## Results and discussion

### Two conformers to be placed

The molecule is a flexible chain with a methylamino group at one end and a trifluorovinyl group at the other. Its conformers differ by turns about four single bonds. If each turn had its own cost, a few computed conformers would fix the energies of all the others. The question is how far such costs carry over from one shape of the chain to another, and conformers 2 and 3 serve as the test.

Conformers of CNCCCC(F)=C(F)F without solvent, computed with PySCF 2.14.0 and tblite 0.8.0: B3LYP-D3(BJ)/6-31G(d) energies at GFN2-xTB geometries, with GFN2-xTB free-energy terms at 298.15 K. The torsions are C1-N2-C3-C4, N2-C3-C4-C5, C3-C4-C5-C6 and C4-C5-C6-F7. Weights are over the ten conformers kept, each counted with its mirror image.

```tsv
number	torsions in degrees	GFN2-xTB energy above its lowest (kcal/mol)	DFT energy above the lowest (kcal/mol)	free energy above the lowest (kcal/mol)	weight (%)	dipole (D)
1	(-173,59,71,67)	0.840	0.000	0.000	44.00	2.540
2	(80,56,71,68)	?	?	?	?	?
3	(-177,60,-172,67)	?	?	?	?	?
4	(-178,60,-178,-74)	0.960	0.970	0.840	10.70	2.560
5	(-173,61,74,-83)	1.270	1.190	1.270	5.20	2.550
6	(77,57,-172,66)	1.320	1.140	1.280	5.10	3.000
7	(-179,172,65,67)	1.560	1.400	1.280	5.00	0.980
8	(67,176,-177,70)	1.460	2.530	2.430	0.70	1.010
9	(68,177,178,-71)	1.440	2.600	2.510	0.60	1.010
10	(-174,65,-62,-59)	0.000	2.680	3.100	0.20	2.410
```

The four torsions run along the chain. The first turns the methyl group on nitrogen, the next two shape the carbon chain, and the last turns the fluorovinyl group. An angle near 180° is called anti, one near 60° or −60° gauche. The DFT energy compares the molecules at rest, while the free energy adds thermal terms and sets the weights.

### When a turn is nearly free

Turning the vinyl group over, so that its torsion changes sign, has no single cost. Between the extended conformers 8 and 9 it changes the DFT energy by 0.07 kcal/mol, hardly more than the noise of such calculations, which the data makers' tests on other systems put at some hundredths of a kcal/mol. Between the folded conformers 1 and 5, whose chains are nearly alike, it costs 1.19 kcal/mol.

Symmetry explains the cheap case. When C3-C4-C5-C6 is anti, these four carbons lie in one plane. Reflection in that plane leaves the nearby chain as it was and turns the vinyl group from one side to the other. The two positions would be equal in energy if the rest of the molecule shared the plane, so only the distant amine end can tell them apart.

In the folded chain this local mirror is lost, and the turn changes which part of the vinyl group faces the amine end. A contact between the two ends is a plausible source of the higher cost. So is a closer one, because C3 and its hydrogens also meet a different part of the vinyl group. Which of them matters is untested here. The listed torsions don't fix the direction of the N-H bond, so conformers compared as a pair may differ there too.

Pentane is a useful simpler case, because N2-C3-C4-C5-C6 is also a chain of five heavy atoms. In pentane, two neighbouring gauche turns of equal sign keep the ends apart, and the costs roughly add. Turns of opposite sign push the ends together, and simple addition fails. The likeness covers the geometry only: pentane has no polar groups, and its gauche turns cost energy, whereas here the lowest conformer in DFT has two of them.

Conformer 10 has the opposite signs. GFN2-xTB makes it the lowest of all, but DFT puts it 2.68 kcal/mol above conformer 1. Relative to conformer 1 the two methods differ by 3.52 kcal/mol, more than the whole spread of the known DFT energies. Part of this gap may come from the geometries, which were all relaxed with GFN2-xTB and not with DFT. Conformer 10 is thus a different kind of fold on which the methods disagree, and no estimate below rests on it.

### The forecasts

Conformer 3 is conformer 4 with the vinyl group turned over. Both have C3-C4-C5-C6 anti, so the cost should be small, as in the extended pair. Its sign is less certain, because here the nitrogen itself is out of the plane and there only its substituents are, but the error bar covers either sign. With $E_i$ for the DFT energy of conformer $i$ in kcal/mol,

$$E_3 \approx E_4-(E_9-E_8)=0.97-0.07=0.90 .$$

Conformer 2 is conformer 1 with the N-methyl group turned from anti to gauche. The same turn leads from conformer 3 to conformer 6. If its cost is equal in both chains,

$$E_2 \approx E_1+(E_6-E_3)=0+(1.14-0.90)=0.24 .$$

No constant is fitted, and neither conformer enters its own estimate. The error bars are a matter of judgement: ±0.2 kcal/mol for conformer 3, and ±0.3 for conformer 2, which relies on one more transfer and can't fall below zero. Conformer 2 should lie below conformer 3.

The choice of the vinyl cost matters. Had the value from the folded pair been used, conformer 3 would come out at $0.97-1.19=-0.22$ kcal/mol, below the conformer that defines zero. One fixed cost for every chain is thus ruled out before any new value is seen.

The known energies offer one sign that costs can carry over. Turning N2-C3-C4-C5 from gauche to anti costs 1.40 kcal/mol from conformer 1 to 7, and 1.39 from 6 to 8. The agreement may owe something to luck, because the two pairs differ in two other torsions. In GFN2-xTB the same two costs are 0.72 and 0.14 kcal/mol, so additivity found with one method need not hold with another.

For the dipole moment the same steps give 2.56 D for conformer 3, the value of conformer 4, and 2.98 D for conformer 2. Both carry an error bar of ±0.3 D. This forecast stands on weaker ground, since dipoles add as vectors and not as lengths.

The free energies are no blind forecast. The known weights leave 28.5 % for the two conformers together, and the list runs in order of falling weight. That alone puts conformer 2 at about 0.54 to 0.67 kcal/mol and conformer 3 at about 0.67 to 0.84. Since the thermal terms are small for most known conformers, this also hints at the DFT energies and their order, so those forecasts are not fully blind either, although the model makes no use of the hint.

The additive model, applied to free energies, gives 0.52 kcal/mol for conformer 2 and 0.76 for conformer 3. The first value lies just below its allowed range, so a slight miss is expected in advance. These weights hold within the listed set. The search found 18 distinct conformers and kept only ten, so counting the others, or any that it overlooked, would lower all the weights.

### The computed values

The withheld rows as computed:

```tsv
number	torsions in degrees	GFN2-xTB energy above its lowest (kcal/mol)	DFT energy above the lowest (kcal/mol)	free energy above the lowest (kcal/mol)	weight (%)	dipole (D)
2	(80,56,71,68)	1.420	0.450	0.550	17.60	2.330
3	(-177,60,-172,67)	0.700	0.820	0.830	10.80	2.610
```

Both DFT energies fall within their error bars, and their order is right. Conformer 3 comes out at 0.82 kcal/mol, a little below the forecast. The vinyl turn between it and conformer 4 costs 0.15 kcal/mol, close to the value in the extended chain and far from that in the folded one. The local mirror therefore remains a good guide even when the nitrogen is turned out of the plane.

Conformer 2 lies at 0.45 kcal/mol, which is 0.21 above its forecast. Part of this miss is inherited, because conformer 3 was placed 0.08 too high and the methyl turn thus looked too cheap. The remaining 0.13 is a true failure of additivity: the turn costs 0.45 kcal/mol in the folded chain but 0.32 in the more open one. That difference is only a few times the noise, too small to support a detailed cause.

The free energies, 0.55 and 0.83 kcal/mol, lie within the ranges set by the weights. The model is slightly low for both, as was expected for conformer 2.

The dipole forecast succeeds for conformer 3, at 2.61 D, and fails for conformer 2. The computed 2.33 D is 0.65 D below the forecast, more than twice the error bar. The methyl turn raises the dipole in the open chain but lowers it in the folded one.

Vector addition can account for such a reversal. If the amine end and the vinyl end have local dipoles of lengths $a$ and $b$ with an angle $\theta$ between them, the total length is

$$\mu=\sqrt{a^2+b^2+2ab\cos\theta}.$$

Turning the methyl group about the C-N bond also swings the lone pair and the N-H bond, and so the direction of the amine dipole. Folding the chain changes the direction of the vinyl dipole. The same methyl turn can therefore bring the two dipoles closer to parallel in one chain and further from it in the other. A difference in the N-H direction between the two pairs, which the listed torsions would not show, could have the same effect.

The two energy forecasts suggest that costs can transfer when the nearby chain is alike; they don't show that the energies themselves are accurate. Each step compares conformers with nearly the same chain, so errors common to both largely cancel. One such error is basis-set superposition, which in a small basis tends to favour folded forms. It may still overstate the lead of conformer 1 over the open conformers, however well the additive model works. The printed output after this section lists each forecast with its miss.

For a related chain, the practical rule is to carry over the cost of a turn only between conformers in which the turning group has the same surroundings. A vinyl turn next to an anti chain should be cheap, because a local mirror plane relates its two positions; next to a folded chain it has to be computed anew. Dipole moments should be added as vectors, or computed for each conformer.

Numerical output:

```
Vinyl turn in the folded chain, row 5 less row 1, DFT, kcal/mol: 1.19
Vinyl turn in the extended chain, row 9 less row 8, DFT, kcal/mol: 0.07
N2-C3-C4-C5 gauche to anti, row 7 less row 1, DFT, kcal/mol: 1.4
N2-C3-C4-C5 gauche to anti, row 8 less row 6, DFT, kcal/mol: 1.39
N2-C3-C4-C5 gauche to anti, row 7 less row 1, GFN2-xTB, kcal/mol: 0.72
N2-C3-C4-C5 gauche to anti, row 8 less row 6, GFN2-xTB, kcal/mol: 0.14
Row 10 relative to row 1, DFT less GFN2-xTB, kcal/mol: 3.52
Rival with one fixed vinyl cost, row 3, DFT, kcal/mol: -0.22
Rival with one fixed vinyl cost, row 2, DFT, kcal/mol: 1.36
Weight left for rows 2 and 3 together, %: 28.5
Weight of rows 2 and 3 together from the forecast free energies, %: 30.49
Lowest free energy that the weights allow for row 2, kcal/mol: 0.5362
Free energy at equal weights of rows 2 and 3, kcal/mol: 0.668
Forecast DFT energy, rows 2 and 3, error bars 0.3 and 0.2, kcal/mol: 2 0.24, 3 0.9
Computed DFT energy, rows 2 and 3, kcal/mol: 2 0.45, 3 0.82
Miss in DFT energy, forecast less computed, rows 2 and 3, kcal/mol: 2 -0.21, 3 0.08
Model free energy, rows 2 and 3, kcal/mol: 2 0.52, 3 0.76
Computed free energy, rows 2 and 3, kcal/mol: 2 0.55, 3 0.83
Miss in free energy, model less computed, rows 2 and 3, kcal/mol: 2 -0.03, 3 -0.07
Forecast dipole, rows 2 and 3, error bars 0.3 and 0.3, D: 2 2.98, 3 2.56
Computed dipole, rows 2 and 3, D: 2 2.33, 3 2.61
Miss in dipole, forecast less computed, rows 2 and 3, D: 2 0.65, 3 -0.05
After the reveal, vinyl turn, row 4 less row 3, DFT, kcal/mol: 0.15
After the reveal, methyl turn in the folded chain, row 2 less row 1, DFT, kcal/mol: 0.45
After the reveal, methyl turn in the opener chain, row 6 less row 3, DFT, kcal/mol: 0.32
```
